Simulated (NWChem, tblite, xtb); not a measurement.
**BNH4Cl2 (SMILES [NH3+][BH-](Cl)Cl): methods side by side**

BNH4Cl2 has 8 atoms, charge 0, and is taken as a singlet. SMILES: `[NH3+][BH-](Cl)Cl`. Geometry: relaxed at GFN2-xTB.

Quantity: the dipole moment, in D. The values are calculated.

```csv
level,kind,program,value (D)
GFN2-xTB,semi-empirical,xtb,6.81
GFN1-xTB,semi-empirical,tblite,7.63
GFN0-xTB,semi-empirical,xtb,8.01
IPEA1-xTB,semi-empirical,tblite,8.16
HF/STO-3G,Hartree–Fock,NWChem,7.52
HF/3-21G,Hartree–Fock,NWChem,7.50
PBE-D2/6-311+G*,GGA,NWChem,6.12
B3LYP/6-31G* (spherical functions),global hybrid,NWChem,6.46
B3LYP/6-31G* (Cartesian functions),global hybrid,NWChem,6.45
```

The values span 6.12 to 8.16 D. Magnitudes only. Sets without polarisation functions give poor dipoles.

Every method makes this ammonia-dichloroborane adduct strongly polar. The nitrogen lone pair donates into the empty boron orbital, leaving the NH3 end positive, while the electronegative chlorines draw density to the far side of boron. The polar N–H and B–Cl bonds thus reinforce the dipole of the dative bond, so its size is no direct measure of N→B charge transfer, and the formal charges in the SMILES are not literal atomic charges.

The three density-functional values form the lowest group, 6.12 to 6.46 D. GFN2-xTB, at 6.81 D, comes closest to them, whereas the other tight-binding models and both Hartree–Fock calculations give 7.50 D or more, probably because they describe the charge distribution less flexibly. The near-identical Hartree–Fock results do not demonstrate basis-set convergence, and the gap between PBE and B3LYP cannot be assigned to exact exchange, since the basis changes too. Because all methods share one structure, the spread does not show how the dipole would respond to a different B–N distance.
